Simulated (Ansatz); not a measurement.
## A substitution series on Ge: H to Cl

On one Ge centre that keeps CH3, n of the H ligands are replaced by Cl. The atomisation energy (no zero-point term) y in kJ/mol at CCSD(T)/def2-TZVPP. Shapes: PBE0-D4/def2-TZVP. Programs: Ansatz 0.2.0.

| molecule | n | y (kJ/mol) |
| --- | --- | --- |
| GeH3(CH3) | 0 | 2473 |
| GeH2(CH3)Cl | 1 | ? |
| GeH(CH3)Cl2 | 2 | 2557 |
| Ge(CH3)Cl3 | 3 | 2595 |

Question: Fit y = c + s·n to the known rows and predict GeH2(CH3)Cl.

Answer: 
1. Means of the 3 rows: n = 1.66667, y = 2541.7.
2. Σ(Δn)² = 4.6667, Σ(Δn·Δy) = 190.67, so the slope is 190.67/4.6667 = 40.858.
3. Intercept: 2541.7 − (40.858) × 1.66667 = 2473.6. The largest residual of the fit is 1.7.
4. GeH2(CH3)Cl: 2473.6 + (40.858) × 1 = 2514 kJ/mol.

The run gave 2514 kJ/mol, so the prediction is off by 0 kJ/mol: they agree to the digits shown. The steps per swap are +41, +43, +38 kJ/mol. The slope is only an average step. Other levels give for GeH2(CH3)Cl: B3LYP-D4/def2-TZVPP 2538; wB97X-V/def2-TZVPP 2566; MP2/def2-SVP 2412 kJ/mol. Spin-orbit coupling of the free atoms (H 0, Cl 4 kJ/mol each; the atoms kept shift only the intercept) is left out. Coupled cluster in double- or triple-zeta sets underbinds by a few per cent against its basis-set limit. Relativity is left out for Ge. Outer-core shells of Ge are correlated, in sets that cover them unevenly.

Each replacement of H by Cl raises the atomisation energy by a similar amount, so the bonding at germanium is close to additive along this series. The gain reflects a stronger Ge–Cl than Ge–H bond: chlorine's higher electronegativity adds ionic character, which more than offsets the compact, efficient overlap of hydrogen 1s. The increments do not change monotonically, +43 being the largest and +38 the smallest; the smaller last step may reflect competition among three chlorines for electron density from the same germanium, together with their mutual repulsion, but the differences are too slight to establish this.

The match for GeH2(CH3)Cl supports interpolation within the series, not the absolute energy, on which the methods differ by far more than the fit residual; the low MP2 value probably owes much to its small basis. The slope measures the difference between two bond contributions, not the energy needed to break a single Ge–Cl bond.
